# The Dorokhov bimodal distribution of transmission eigenvalues

## Conventions and premises

A disordered wire of length $L$ joins two ideal leads with $N$ propagating orbital channels each. Spin degeneracy is carried by $G_0=2e^2/h$. The scattering matrix is unitary, with blocks $r,t$ for waves incident from the left and $r',t'$ for waves incident from the right. The eigenvalues $T_n\in[0,1]$ of $t^\dagger t$ are written $T_n=1/\cosh^2x_n$ with $x_n\ge0$, and $R_n=1-T_n$. For energy-independent $T_n$, bias $V$ and reservoir temperature $\Theta$, scattering theory gives the conductance and the zero-frequency current noise (normalised so that a Poisson process has $S=2e|I|$):

$$G=G_0\sum_nT_n,\qquad S=4k_B\Theta\,G_0\sum_nT_n^2+2eV\coth\!\Big(\frac{eV}{2k_B\Theta}\Big)G_0\sum_nT_nR_n. \tag{1}$$

The Fano factor is $\mathcal F=S/2e|I|$ at $\Theta=0$. The disorder obeys four premises.

1. Scattering is elastic and phase-coherent.
2. Slices of length $\delta L$, with $\lambda_F\ll\delta L\ll l$, are statistically independent. This needs short-range disorder and $k_Fl\gg1$.
3. The reflection matrix $r_1$ of a slice has random phases, $\langle r_1\rangle=0$ and $\langle r_{1,ab}\,r_{1,cd}\rangle=0$, because a backscattering amplitude oscillates with the position of the scatterer on the scale $\lambda_F$.
4. Backscattering is isotropic among channels: $\langle r_{1,ab}\,r_{1,cd}^*\rangle=\delta_{ac}\delta_{bd}\,\delta s/N$, with $s=L/l$.

Premise 4 defines $l$ through $\langle{\rm Tr}\,r_1^\dagger r_1\rangle=N\,\delta L/l$. As written it describes broken time-reversal symmetry; the symmetric case is treated below and differs only at relative order $L/Nl$. These premises are those of the scaling theory of Dorokhov (1982) and of Mello, Pereyra and Kumar (1988).

## Adding a slice

Attach a slice to the right end of a wire with blocks $t_0,r_0'$. Summing the multiple reflections between the two gives $t=t_1(1-r_0'r_1)^{-1}t_0$. Unitarity of the slice, $t_1^\dagger t_1=1-r_1^\dagger r_1$, removes $t_1$ from $t^\dagger t$. Unitarity of the wire, $t_0t_0^\dagger+r_0'r_0'^\dagger=1$, means that both blocks share their left singular vectors: $t_0=V_1\sqrt T\,U$ and $r_0'=V_1\sqrt R\,V_2$, with $U,V_1,V_2$ unitary and $T,R$ diagonal. Then $t^\dagger t=U^\dagger MU$, where

$$M=\sqrt T\,(1-w^\dagger\sqrt R)^{-1}(1-w^\dagger w)(1-\sqrt R\,w)^{-1}\sqrt T,\qquad w=V_2r_1V_1. \tag{2}$$

The moments in premises 3 and 4 are unchanged by unitary factors, and $r_1$ is independent of $V_1,V_2$ by premise 2, so $w$ has the moments of $r_1$. Since $w=O(\delta s^{1/2})$, second order in $w$ suffices as $\delta s\to0$. Write $M=T+A+B$, with

$$A=\sqrt T(\sqrt R\,w+w^\dagger\sqrt R)\sqrt T,$$

$$B=\sqrt T\big[w^\dagger Rw-w^\dagger w+(\sqrt R\,w)^2+(w^\dagger\sqrt R)^2\big]\sqrt T.$$

The squared terms average to zero by premise 3, and $w^\dagger(R-1)w=-w^\dagger Tw$. With $A_{nm}=\sqrt{T_nT_m}\,(\sqrt{R_n}\,w_{nm}+\sqrt{R_m}\,w_{mn}^*)$,

$$\langle B_{nm}\rangle=-\delta_{nm}\frac{\delta s}{N}T_n\sum_kT_k,\qquad\langle|A_{nm}|^2\rangle=\frac{\delta s}{N}T_nT_m(R_n+R_m). \tag{3}$$

## Evolution of a generating function

For $z$ off the cut $[1,\infty)$ define

$$\Phi(z)=\frac1N{\rm Tr}\ln(1-zT),\qquad f(z)=-\partial_z\Phi=\frac1N\sum_n\frac{T_n}{1-zT_n}=\sum_{k\ge0}\mu_{k+1}z^k,$$

where $\mu_k=N^{-1}\sum_nT_n^k$. A trace avoids the small denominators of eigenvalue perturbation theory. With $K=(1-zT)^{-1}$,

$${\rm Tr}\ln(1-zT-zX)={\rm Tr}\ln(1-zT)-z\,{\rm Tr}KX-\tfrac12z^2\,{\rm Tr}KXKX+\dots$$

Put $X=A+B$, use $\langle A\rangle=0$ and Eq. (3), and note that the two terms of $R_n+R_m$ contribute equally:

$$\frac{\langle\delta\Phi\rangle}{\delta s}=z\mu_1f-z^2f\,\frac1N\sum_nT_nR_nK_n.$$

The identity $1-T_n=(1-zT_n)/z-(1-z)/z$ turns the last sum into $\mu_1/z-(1-z)f/z$. The terms in $\mu_1$ cancel, and after averaging over the wire

$$\partial_s\langle\Phi\rangle=z(1-z)\,\langle f^2\rangle. \tag{4}$$

This is exact under the premises. The one approximation is $\langle f^2\rangle\to\langle f\rangle^2$, checked afterwards; the brackets are dropped from here on. Substitute $z=\sin^2\theta$ and $u=\sin\theta\cos\theta\,f=-\frac12\partial_\theta\Phi$. Since $z(1-z)=\sin^2\theta\cos^2\theta$, Eq. (4) reads $\partial_s\Phi=u^2$, and applying $-\frac12\partial_\theta$ gives

$$\partial_su+u\,\partial_\theta u=0. \tag{5}$$

At $s=0$ all $T_n=1$, so $f=1/\cos^2\theta$ and $u=\tan\theta$. Along a line $d\theta/ds=u$ Eq. (5) keeps $u$ constant, so $u=\tan\theta_0$ on $\theta=\theta_0+s\tan\theta_0$. This map increases monotonically on $|\theta_0|<\pi/2$, so every real $\theta$ has one root. Eliminating $\theta_0$,

$$\theta=su+\arctan u. \tag{6}$$

For small $|u|$, $\arctan u=u-u^3/3+\dots$, and one iteration yields

$$u=\frac{\theta}{1+s}+\frac{\theta^3}{3(1+s)^4}+\dots\;\to\;\frac{\theta}{s}\qquad(s\gg1,\ |\theta|\ll s). \tag{7}$$

## From $u$ to the density

Let $\rho(x)=\langle\sum_n\delta(x-x_n)\rangle$, continued to $x<0$ as an even function. With $T=1/\cosh^2x$,

$$\frac{T\sin\theta\cos\theta}{1-T\sin^2\theta}=\frac{\sin2\theta}{\cosh2x+\cos2\theta}=\tfrac12\big[\tan(\theta+ix)+\tan(\theta-ix)\big],$$

and therefore $u(\theta)=\frac1{2N}\int_{-\infty}^\infty\rho(x)\tan(\theta+ix)\,dx$. This function is analytic for $|{\rm Re}\,\theta|<\pi/2$, so Eq. (6) continues into that strip. At $\theta=\pi/2-\eta-iy$, with $\xi=x-y$,

$${\rm Re}\tan(\theta+ix)={\rm Re}\cot(\eta-i\xi)=\frac{\sin2\eta}{\cosh2\xi-\cos2\eta}.$$

As $\eta\to0^+$ this vanishes for $\xi\ne0$ and tends to $\eta/(\xi^2+\eta^2)$ near $\xi=0$, so its limit is $\pi\delta(\xi)$. Hence $\rho(y)=(2N/\pi)\,{\rm Re}\,u(\pi/2-0^+-iy)$. Inserting Eq. (7), with ${\rm Re}\,\theta^3=\frac\pi2(\pi^2/4-3y^2)$,

$$\rho(x)=\frac{N}{1+s}\Big[1+\frac{\pi^2/4-3x^2}{3(1+s)^3}+\dots\Big]\;\to\;\frac{Nl}{L}. \tag{8}$$

The $x_n$ are spread uniformly with density $Nl/L$. A flat density cannot extend to infinity, because $\int_0^\infty\rho\,dx=N$; it must end near $x=s$. Equation (6) locates the edge. The density vanishes where $u=-iv$ with $v$ real. Then $\theta_0=\pi/2-i(y-sv)$ and $u=\tan\theta_0$ gives $v=\coth(y-sv)$, or $y=sv+{\rm arcoth}\,v$ with $v>1$. A real root exists only above the minimum of the right side, which lies at $v^2=1+1/s$:

$$x_{\max}=\sqrt{s(s+1)}+{\rm arsinh}\sqrt s.$$

Changing variables with $|dT/dx|=2\tanh x/\cosh^2x=2T\sqrt{1-T}$ gives Dorokhov's (1984) distribution,

$$\boxed{\rho(T)=\frac{Nl}{2L}\,\frac{1}{T\sqrt{1-T}}}\qquad\big(4e^{-2L/l}\ll T<1\big). \tag{9}$$

It has an integrable peak of open channels at $T\to1$ and a peak of closed channels at $T\to0$, whose logarithmically divergent weight is cut off at $x\approx s$.

## Conductance and noise

A power of $T$ decays as $e^{-2kx}$, so the cutoff alters moments only by exponentially small amounts. With $\tau=\tanh x$, $dx/\cosh^2x=d\tau$ and $T=1-\tau^2$,

$$\Big\langle\sum_nT_n^k\Big\rangle=\frac{Nl}{L}\int_0^1(1-\tau^2)^{k-1}d\tau=\frac{Nl}{L}\times\Big\{1,\ \frac23,\ \frac8{15}\Big\}\quad(k=1,2,3).$$

The same coefficients appear in $sf=\arcsin\sqrt z/\sqrt{z(1-z)}=1+\frac23z+\frac8{15}z^2+\dots$ Thus

$$G=G_0\frac{Nl}{L},\qquad\frac{\langle\sum T_n^2\rangle}{\langle\sum T_n\rangle}=\frac23,\qquad\mathcal F=1-\frac23=\frac13. \tag{10}$$

The one-third suppression was obtained from this distribution by Beenakker and Büttiker (1992). Had every channel the mean transmission $l/L$, the Fano factor would be $1-l/L$, close to one. Keeping both terms of Eq. (7), with $\theta^3/\sin\theta\cos\theta=z+O(z^2)$, gives $\mu_1=1/(1+s)$ and $\mu_2=2/[3(1+s)]+1/[3(1+s)^4]$, so that $\mathcal F=\frac13[1-(1+s)^{-3}]$. The replacement $s\to1+s$ adds the contact resistance $1/NG_0$ in series.

The length $l$ is not the transport mean free path $l_{\rm tr}$ of the Drude formula $\sigma=ne^2l_{\rm tr}/\hbar k_F$. For free electrons in three dimensions $n=k_F^3/3\pi^2$, and a cross-section $\mathcal A$ holds $N=k_F^2\mathcal A/4\pi$ modes (a quarter disc of area $\pi k_F^2/4$, divided by $\pi^2/\mathcal A$ per mode). Setting $\sigma\mathcal A/L=G_0Nl/L$ gives $l=\frac43l_{\rm tr}$.

## Size of the neglected terms

*Fluctuations.* Order $z$ of Eq. (4) is $d\langle\mu_1\rangle/ds=-\langle\mu_1^2\rangle$. A deviation $\delta\mu_1$ thus decays at the rate $2\mu_1\approx2/s$, and its variance at twice that rate. Each slice adds the random increment ${\rm Tr}A/N$, whose variance by Eq. (3) is $(2\,\delta s/N^2)(\mu_2-\mu_3)$, with $\mu_2-\mu_3=2/(15s)$. For $g=N\mu_1$,

$$\frac{d\,{\rm Var}\,g}{ds}=-\frac4s{\rm Var}\,g+\frac{4}{15\,s},$$

which relaxes as $s^{-4}$ to ${\rm Var}\,g=1/15$. The factorisation therefore drops a relative amount ${\rm Var}\,g/g^2=(L/Nl)^2/15$. The increments of $Nf(z)$ have the same structure, a single sum over open channels divided by $N$, and are of the same order at other $z$ away from the cut.

*Time-reversal symmetry.* Without spin-orbit coupling $r_0'$ and $r_1$ are symmetric, $V_2=V_1^{\rm T}$, and $\langle w_{ab}w_{cd}^*\rangle=(\delta_{ac}\delta_{bd}+\delta_{ad}\delta_{bc})\,\delta s/(N+1)$. The extra contraction adds single sums to the double sums of Eq. (4). For the conductance, $dg/ds=-(g^2+\sum_nT_n^2)/(N+1)$. Writing $g=N/s+\delta g$ and $\sum T_n^2=\frac23g$ gives, for $s\gg1$, $d\,\delta g/ds=-2\,\delta g/s-2/(3s)$, so $\delta g\to-\frac13$. This weak-localisation term is of relative order $L/Nl$. Strong spin-orbit coupling, as in gold, reverses its sign and keeps it of order unity, with each $T_n$ Kramers degenerate. Equation (9) is common to all three symmetry classes.

## Range of validity

- $l\ll L$: corrections are $l/L$ in $G$ and $(l/L)^3$ in $\mathcal F$. Their precise form depends on premise 4, which a real thin slice does not obey channel by channel.
- $L\ll Nl$, that is $g\gg1$. The spacing of the $x_n$ is $L/Nl$; once it reaches one, no open channel remains and the wire is localised. Equation (9) is also modified within about one spacing of $x=0$.
- Isotropy is reached by channel mixing when $L$ far exceeds the width. Nazarov (1994) showed that Eq. (9), with $Nl/L$ replaced by $G/G_0$, holds for diffusive conductors of any shape.
- Equation (9) is an ensemble average. A single sample approaches it when $g\gg1$.
- Scattering must be elastic during the diffusion time $L^2/D$. If electron-electron collisions instead establish a local temperature while phonon emission stays negligible, the Wiedemann-Franz law with $\mathcal L_0=\pi^2k_B^2/3e^2$ gives the heat balance $\frac12\mathcal L_0\,d^2\Theta^2/d\zeta^2=-V^2$ in the coordinate $\zeta\in[0,1]$ along the wire. For cold reservoirs $k_B\Theta=(\sqrt3/\pi)\,eV\sqrt{\zeta(1-\zeta)}$. Local Johnson noise in series, $S=4k_BG\int_0^1\Theta\,d\zeta$, with $\int_0^1\sqrt{\zeta(1-\zeta)}\,d\zeta=\pi/8$, yields $\mathcal F=\sqrt3/4=0.433$.

## Illustration: a gold wire

Take $L=1\ \mu$m and $l=20$ nm in the sense of premise 4, so $s=50$ and $l_{\rm tr}=15$ nm. Assume a cross-section of $50\times30$ nm$^2$, so $\mathcal A=1500$ nm$^2$, and free electrons of bare mass, one per atom, in an fcc lattice with the typical constant $a\approx0.408$ nm. Then $n=4/a^3=58.9$ nm$^{-3}$, $k_F=12.04$ nm$^{-1}$ and $N=1.73\times10^4$.

The conditions hold: $k_Fl_{\rm tr}=181$, and $Nl=346\ \mu$m exceeds $L$ by the factor $g=N/s=346$. With $h/2e^2=12.9$ k$\Omega$ the resistance is $37\ \Omega$, and the resistivity $5.6\ \mu\Omega\,$cm, a value set by the chosen $l$. The contact term lowers $g$ by 2% to 339 ($38\ \Omega$) and is the leading correction. By comparison, $1/(3g)=1.0\times10^{-3}$ sets the scale of the weak-localisation term, and $(1+s)^{-3}=7.5\times10^{-6}$ is the finite-length change of $\mathcal F$.

Channels with $T>1/2$ have $x<{\rm arcosh}\sqrt2=0.881$. They number about $3.0\times10^2$, or 1.8% of all channels, yet carry the fraction $\tanh x=\sqrt{1-T}=0.71$ of the current. Channels with $T<0.01$ have $x>{\rm arcosh}\,10=2.99$ and make up 94% of the total. The density ends at $x_{\max}=53$. A copper wiring line of $20\times40$ nm$^2$ with the same $L$ and $l$ and typical $a\approx0.361$ nm has, in the same model, $k_F=13.60$ nm$^{-1}$, $N=1.18\times10^4$, $g=236$ and $55\ \Omega$, with the same shape of $\rho(T)$ and the same $\mathcal F$.

For the gold wire $D=\hbar k_Fl_{\rm tr}/3m=70$ cm$^2$/s, the diffusion time is $L^2/D=0.14$ ns and $\hbar D/L^2=4.6\ \mu$eV. A current of $10\ \mu$A needs $V=0.37$ mV, or $eV/k_B=4.3$ K. The bias window is then about 80 times $\hbar D/L^2$, the scale on which individual $T_n$ change, so Eq. (1) is to be read with sums averaged over the window, which brings them closer to the ensemble values. The model's shot noise is

$$S=\tfrac13\,2eI=1.1\times10^{-24}\ {\rm A^2/Hz}.$$

At $\Theta=0.1$ K the first term of Eq. (1) adds the fraction $4k_B\Theta/eV$, or 9%, and has to be kept. The figure assumes that electrons exchange no energy within 0.14 ns. In micron-long noble-metal wires at such a bias, electron-electron scattering and heating of the reservoirs typically push the noise above the elastic value; the hot-electron limit with cold reservoirs is $1.4\times10^{-24}$ A$^2$/Hz, a factor 1.30 higher, so the model's number errs on the low side by up to roughly that factor, and by more if thin reservoirs warm up.